Paschen law and its minimum

1. Statement

Two plane parallel electrodes a distance d apart enclose a gas at pressure p. The voltage V is raised slowly, and the field E = V/d is uniform. Units are cm, Torr and V; ln is the natural logarithm, e = 2.718 is its base, and q is the elementary charge. Let the first Townsend coefficient obey

α/p = A exp(−Bp/E),   (1)

let the secondary emission coefficient γ of the cathode be constant, and put

L = ln(1 + 1/γ).   (2)

The gap then breaks down at

Vb = B pd / [ln(A pd) − ln L],   (3)

which depends on p and d only through the product pd. The curve exists for pd > (pd)∞ = L/A and rises without bound as pd falls to that value. It has a single minimum,

(pd)min = eL/A,   Vmin = e(B/A)L,   (4)

at which E/p = B. This is the Stoletov point, the reduced field at which an electron makes the most ion pairs per volt of potential traversed. That Vb is a function of pd was found experimentally by Paschen (1889); the avalanche theory behind (3) is due to Townsend.

2. Premises

P1. The field is uniform and fixed by the electrodes. Space charge is negligible, and the electrodes are wide compared with d, so the problem is one-dimensional. The coordinate x runs from the cathode (x = 0) to the anode (x = d), and fluxes are counted as positive magnitudes.

P2. Ionisation is by single electron impact on ground-state molecules. An electron advancing dx toward the anode makes α dx new pairs on average. α is the spatial growth constant of the steady electron flux, so axial diffusion is already contained in it.

P3. The electron swarm is in equilibrium with the field from x = 0 onward, so α is the same everywhere in the gap and α/p depends on E/p alone, in the form (1).

P4. There is no attachment, recombination or loss to the side. Every positive ion reaches the cathode, and the anode emits nothing.

P5. For each ion that arrives, γ electrons on average leave the cathode and do not return. γ is an effective number: it includes emission by photons and metastables in proportion to the ionisation, and it is net of electrons scattered back by the gas. It is taken as independent of E/p.

P6. A weak external source releases a flux Γ0 of seed electrons from the cathode.

P7. Pressure stands for gas density N at a fixed reference temperature T0, taken here as 293 K. At temperature T, p is replaced by p T0/T. At 293 K one Torr holds N = 3.30×10¹⁶ cm⁻³, so 1 V/(cm Torr) equals 3.03 Td, with 1 Td = 10⁻¹⁷ V cm².

Form (1) is an empirical fit, but a simple picture shows where it comes from. Suppose that an electron starts from rest after each collision, moves along the field, and ionises with certainty once it has fallen through a potential Vi. It needs a free path longer than Vi/E. Free paths are distributed exponentially with mean λ, so the fraction long enough is exp(−Vi/(Eλ)), and with 1/λ collisions per cm, α = (1/λ) exp(−Vi/(Eλ)). Since 1/λ is proportional to density, 1/λ = Ap, and (1) follows with B = A Vi. The derivation below uses only (1) itself.

3. Derivation

Step 1: the avalanche. By P2 and P4 the steady electron flux Γe gains αΓe dx across a slab dx and loses nothing:

dΓe/dx = αΓe.

By P3 α is constant, so Γe(x) = Γe(0) exp(αx). Each ionisation makes one ion, and all ions reach the cathode, so the ion flux there is the ionisation rate integrated over the gap:

Γi(0) = ∫₀ᵈ αΓe dx = Γe(0)[exp(αd) − 1].   (5)

Step 2: feedback at the cathode. By P5 and P6, Γe(0) = Γ0 + γΓi(0). Define the replacement factor

μ = γ[exp(αd) − 1],   (6)

the mean number of secondary electrons that one cathode electron causes. Inserting (5) gives Γe(0) = Γ0 + μΓe(0), hence Γe(0) = Γ0/(1 − μ). At the anode the ion flux is zero and electrons carry the whole current, so with j0 = qΓ0

j/j0 = exp(αd)/(1 − μ).   (7)

Step 3: the criterion. Equation (7) is also a sum over generations. The seeds produce μΓ0 secondaries, these produce μ²Γ0, and so on, successive generations being separated by about one ion transit time. The series 1 + μ + μ² + … converges to 1/(1 − μ) for μ < 1; the current is then proportional to the seed and dies when the seed is removed. For μ > 1 each generation exceeds the last, the current grows until P1 fails, and the negative value of (7) has no meaning. The static breakdown voltage is therefore set by μ = 1, where the discharge sustains itself. From (6), exp(αd) = 1 + 1/γ, or

αd = L.   (8)

Step 4: the similarity law. Write α = p f(E/p) with any function f, and E/p = V/(pd). Condition (8) becomes pd·f(V/(pd)) = L. Only V and pd appear, so Vb is a function of pd. This remains true if γ depends on E/p, because L is then a function of V/(pd) as well. The similarity law is thus more general than formula (3).

Step 5: the explicit curve. With (1), condition (8) reads

A pd exp(−B pd/V) = L.   (9)

At fixed pd the left side rises monotonically from 0 at V → 0 to A pd at V → ∞. Equation (9) thus has exactly one root if A pd > L and none otherwise; above the root μ > 1 and below it μ < 1. Taking logarithms gives ln(A pd) − B pd/V = ln L, and solving for V gives (3). Name the denominator:

t = ln(A pd/L),   Vb = B pd/t,   E/p = B/t at breakdown.   (10)

As pd grows, t grows and the breakdown value of E/p falls monotonically.

Step 6: the asymptote. The root exists for t > 0, that is pd > (pd)∞ = L/A. Put pd = (pd)∞(1 + δ). Then t = ln(1 + δ) ≈ δ for small δ, and Vb ≈ (BL/A)/δ. The cause is that (1) caps α at Ap, so for A pd < L even an infinite field cannot supply the L ionisation lengths that (8) demands.

Step 7: the minimum. Since dt/d(pd) = 1/(pd), differentiating Vb = B pd/t gives

dVb/d(pd) = B/t − B/t² = B(t − 1)/t².   (11)

This is negative for 0 < t < 1 and positive for t > 1, so t = 1 is the only stationary point and the absolute minimum. There A pd/L = e, which gives (pd)min = eL/A; by (10) E/p = B and Vmin = B(pd)min = e(B/A)L. This proves (4), and shows that (pd)min = e(pd)∞ for every gas and cathode that obey the premises. Differentiating once more,

d²Vb/d(pd)² = B(2 − t)/(pd t³),

which is positive at t = 1 and changes sign at t = 2. Beyond pd = e(pd)min the right branch is concave and grows slightly more slowly than pd.

Step 8: the Stoletov point. Let η = α/E be the number of pairs per volt, and u = E/p. From (1), η = (A/u) exp(−B/u). Because αd = ηEd = ηV, condition (8) is

Vb = L/η(u).   (12)

With constant L the lowest Vb belongs to the largest η. Now d ln η/d ln u = B/u − 1, positive for u < B and negative for u > B, so η peaks at u = B with ηmax = A/(eB). Equation (12) then returns Vmin = e(B/A)L without use of (3). The same condition appears when p is varied at fixed E and d, as in Stoletov's photocurrent experiments: ∂α/∂p = A(1 − Bp/E) exp(−Bp/E) vanishes at p = E/B. The quantity eB/A is the least mean potential drop per ionisation along the path of one electron. On the right branch collisions are too frequent and the energy goes into excitation; on the left branch they are too few and the electron delivers its energy to the anode.

Step 9: the reduced curve. Let X = pd/(pd)min and Y = Vb/Vmin. Then t = 1 + ln X and

Y = X/(1 + ln X),   X > 1/e = 0.368.   (13)

With s = ln X, Y = exp(s)/(1 + s) = 1 + s²/2 − s³/3 + …, so the minimum is flat in ln(pd) and steeper on the left. To find the two values of pd at a given Y > 1, write X = exp(t − 1) = Yt, which rearranges to (−t) exp(−t) = −1/(eY). Hence t = −W(−1/(eY)), with W the Lambert function: its principal branch gives t < 1 (left branch) and its lower branch t > 1 (right branch). For Y = 1.1 the roots are X = 0.69 and 1.65, the window in which Vb stays within 10 % of Vmin.

Step 10: sensitivity. From (2), dL/d ln γ = −1/(1 + γ). From (10) at fixed pd, ∂ln Vb/∂ln B = 1, ∂ln Vb/∂ln A = −1/t and ∂ln Vb/∂ln L = 1/t, so

∂ln Vb/∂ln γ = −1/[t(1 + γ)L].   (14)

The cathode matters little far out on the right branch, where t is large, and strongly on the left branch, where t is small.

4. Range of validity

The sizes below use the nitrogen inputs of section 5, for which γ = 0.01, L = 4.615 and Vmin = 358 V.

(a) Range of the fit. Constants A and B hold in a stated interval u1 < E/p < u2. By (10) this means B/u2 < t < B/u1, or (L/A) exp(B/u2) < pd < (L/A) exp(B/u1). The minimum is covered only if B lies in the interval. The asymptote needs E/p → ∞ and is never covered; it is a property of formula (1). In a real gas, at very high E/p electrons run away and α loses its local meaning, γ rises with ion energy, fast ions and neutrals ionise the gas and release electrons, and electrons reflected from the anode make further passes. The real left branch is steep but finite, and near (pd)∞ formula (3) is too high by a large factor. There the discharge also takes any longer path that the electrode edges offer, which violates P1.

(b) Delay at the cathode. An electron leaves the cathode with a few eV at most and cannot ionise until it has fallen through a potential V0 of about the ionisation potential. If α = 0 over the distance V0/E and takes its equilibrium value beyond, (8) becomes α(d − V0/E) = L, that is Vb = V0 + L/η(u). For constant V0 the minimum stays at E/p = B, its voltage rises by V0, and (pd)min rises by V0/B. With V0 = 15.58 V the shift is about 4 %, to 373 V at 1.09 Torr cm.

(c) Variable γ. If L depends on u, (12) is stationary where d ln L/d ln u = d ln η/d ln u = B/u − 1. For γ ∝ uⁿ the left side is −n/[(1 + γ)L], so

u = B/{1 − n/[(1 + γ)L]},

with γ and L taken at the minimum itself. For the illustrative case n = 1 and γ = 0.01 there, u = 1.27 B, while the voltage is only 2.7 % above e(B/A)L. The identification of the minimum with the Stoletov point depends on P5 far more than the height of the minimum does.

(d) Lateral loss. In a tube of radius R with absorbing walls the lowest diffusion mode, J0(2.405 r/R), loses electrons at the rate κ = (D/v)(2.405/R)² per cm of drift, D being the transverse diffusion coefficient and v = μe E the drift velocity, with μe the electron mobility. Thus κd = [(D/μe)/V](2.405 d/R)². The flux grows as exp[(α − κ)x], the integral in (5) gives the criterion γ[α/(α − κ)]{exp[(α − κ)d] − 1} = 1, and to first order in κ/α

αd = L + κd{1 − 1/[(1 + γ)L]}.

With an approximate D/μe of 10 V and d = R, κd = 0.16 and αd must rise by 0.13, about 3 % of L and hence of Vmin. The term grows as (d/R)², so in long narrow tubes Vb depends on d/R as well as on pd.

(e) Space charge. Ions are slow and dominate the charge. Their density is at most j/(q vi), vi being the ion drift speed, and Gauss's law bounds the change of field across the gap by jd/(ε0 vi). Hence δE/E ≤ j/j*, with j* = ε0 vi E/d. For d = 1 cm, E = 358 V/cm and a typical vi of 2×10⁵ cm/s, j* is about 6 µA/cm², and the generation time d/vi is 5 µs. Formula (3) gives the onset and the voltage of the dark Townsend discharge at j ≪ j*; it does not describe the glow that follows. Under fast overvoltage at large pd a single avalanche can reach αd of approximately 18 to 20 (the Raether–Meek criterion) and turn into a streamer without cathode feedback.

(f) Processes outside similarity. Field emission depends on E and not on E/p, and removes the left branch in gaps of a few µm. Stepwise ionisation depends on the current, and three-body ion conversion on p². Electronegative gases need attachment in Step 1; N2 has no stable negative ion, so P4 holds in that respect. Finally, μ = 1 is a condition on averages, and just above Vb breakdown waits, with a statistical lag, for a seed whose chain of avalanches survives.

5. Numerical illustration: N2 with a copper cathode

The inputs are A = 12 cm⁻¹ Torr⁻¹ and B = 342 V cm⁻¹ Torr⁻¹, a fit typically assigned to E/p from about 100 to 600 V/(cm Torr). The gas alone fixes B/A = 28.5 V, eB/A = 77.5 V per ionisation, α/p = A/e = 4.41 cm⁻¹ Torr⁻¹ at the minimum, and E/N = 1.04×10³ Td there. The free-path picture of section 2, with Vi set to the approximate ionisation potential of N2, 15.58 V, would give B = 187 V/(cm Torr), too low by a factor of 1.83, because it ignores excitation losses and the small ionisation probability near threshold.

The cathode enters through γ. A slow ion is neutralised by a metal electron, which releases at most I − φ, where I is the ionisation energy of the molecule and φ the work function; a second electron takes this energy and spends φ to escape. Emission needs I > 2φ. With the measured work function of Cu(100), 4.73 eV as compiled by Patra (2017), I − 2φ = 6.12 eV, before the shift of the ion level near the surface. The approximate empirical rule for clean metals, γ ≈ 0.016 (I − 2φ) with energies in eV, gives 0.098. For molecular ions on gas-covered or oxidised copper, with return of electrons by scattering in the gas, the effective γ is lower than this by a factor of several or more. The value γ = 0.01 is adopted as a typical input, and a decade on either side shows the spread.

γ | L | (pd)∞, Torr cm | (pd)min, Torr cm | Vmin, V
0.1 | 2.398 | 0.200 | 0.543 | 186
0.01 | 4.615 | 0.385 | 1.045 | 358
0.001 | 6.909 | 0.576 | 1.565 | 535

For small γ each decade moves Vmin by (eB/A) ln 10 = 178 V, and (14) gives ∂ln Vb/∂ln γ = −0.21 at the minimum for γ = 0.01. This spread is far larger than corrections (b) to (d), so the third figure in these tables is arithmetic only. Real nitrogen minima between ordinary metal electrodes lie between the first two rows: the clean-surface row is too low by tens of per cent, and the γ = 0.01 row is too high by up to tens of per cent.

For γ = 0.01 the curve (10) is:

pd, Torr cm | t | E/p, V/(cm Torr) | Vb, V
0.5 | 0.262 | 1303 | 652
0.7 | 0.599 | 571 | 400
1.045 (minimum) | 1 | 342 | 358
2 | 1.649 | 207 | 415
5 | 2.565 | 133 | 667
10 | 3.258 | 105 | 1050

The interval of the fit corresponds to 0.57 < t < 3.42, that is pd from 0.68 to 11.8 Torr cm and Vb from 408 V on the left to 1.18 kV on the right. The left edge is 1.77 times (pd)∞. The first row lies outside the interval and is formal: with 1/t = 3.8 there, a 5 % change of A already moves Vb by about 19 % to first order.

In a 1 cm gap the minimum falls at 1.045 Torr (pd = 1.39 Pa m). Each electron from the cathode becomes 101 at the anode and sends back 100 ions, which release one successor. The threshold is sharp. At fixed pd = (pd)min, αd = L exp(1 − Vmin/V). At 5 % below Vmin, αd = 4.38, μ = 0.79 and (7) gives j/j0 = 375; at 1 % above it, μ = 1.047, and the current grows by that factor in each generation until space charge intervenes.